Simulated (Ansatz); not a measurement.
## Ni3O4: a film clamped to a substrate

Method: DFT PBEsol, scalar-relativistic, plane waves, PAW (Ansatz 0.2.0). Settings: plane waves to 420 eV, k-mesh 8×8×14 (Γ-centred), Gaussian smearing 0.15 eV. No spin polarisation. A magnetic state may lie lower. Energies are free energies at this smearing, counted from the undisturbed cell; pressure is positive in compression.

The starting cell (relaxed at this level; it needn't be the usual structure):

```
Ni O
1.0
     2.92423   -3.92382    0.00000
     2.92423    3.92382    0.00000
     0.00000    0.00000    2.84726
Ni O
3 4
Direct
  0.50000 0.00000 0.50000
  0.00000 0.50000 0.50000
  0.00000 0.00000 0.00000
  0.78789 0.78789 0.50000
  0.21211 0.21211 0.50000
  0.23716 0.76284 0.00000
  0.76284 0.23716 0.00000
```

The cell (7 atoms, V0 = 65.34 Å³) is strained by p along both x and y and by q along z, fractional coordinates fixed. τp = (1/V0) ∂E/∂p = (σxx + σyy)(1 + p)(1 + q) and τq = (1/V0) ∂E/∂q = σzz(1 + p)², with tension positive.

| p | q | ΔE (meV/atom) | τp (GPa) | τq (GPa) |
| --- | --- | --- | --- | --- |
| 0.000 | 0.000 | 0.00 | 0.12 | -0.03 |
| -0.015 | 0.000 | 6.65 | -15.64 | -5.63 |
| 0.015 | 0.000 | 6.31 | 14.04 | 5.02 |
| 0.000 | -0.015 | 2.28 | -5.36 | -5.26 |
| 0.000 | 0.015 | 2.09 | 5.28 | 4.72 |

Problem. Get the second derivatives of the energy density.

Solution. Central differences give A = ∂τp/∂p = 989 GPa (C11 + C22 + 2 C12), C = ∂τq/∂q = 333 GPa (C33) and the cross term B = ∂τq/∂p = 355 GPa (C13 + C23); ∂τp/∂q = 355 GPa must equal B, and any difference shows higher-order terms. The ions are clamped.

Problem. A film of this crystal grows with z along the normal on a substrate that imposes p. How does its thickness respond, and what does the misfit cost?

Solution. Count p and q from the stress-free cell. A free surface needs τq = 0, so q = −(B/C) p = -1.07 p. The energy density left is (A − B²/C) p²/2 = M p², with the biaxial modulus M = 305 GPa; a misfit of 1 % costs 1.78 meV/atom, against 2.88 meV/atom if the thickness were held.

Forces appear on the atoms along this scan, and letting them relax would lower the energy and soften the response. No gap shows at this level, though a semilocal functional can close a small gap that the real compound has; without a gap these slopes depend on the k mesh and the smearing.

Cost: 25 runs of about 5.7 core-minutes in all, on AMD EPYC 9R45 (Zen 5) (shared hosts).

A film stretched in the plane thins slightly more, in relative terms, than either in-plane axis lengthens. This is still well short of conserving volume, so the misfit changes the Ni–O distances as well as the shape of the cell. The strong coupling is what a three-dimensional Ni–O network would give, since bonds inclined to the film plane carry both strains. Freeing the thickness therefore lowers the cost of a 1 % misfit from 2.88 to 1.78 meV/atom, but most of the elastic penalty remains. In both scans compression costs more than equal extension, as expected when closed-shell repulsion steepens at short distance.

Nickel oxides usually carry local moments. Exchange splitting would change the filling of the antibonding Ni–O states, and probably both the equilibrium volume and the stiffness, so the moduli belong to the spin-paired state only. Because x and y are strained together, their separate stiffnesses remain unknown, and the cost of a substrate with unequal misfit along the two axes can't be derived.
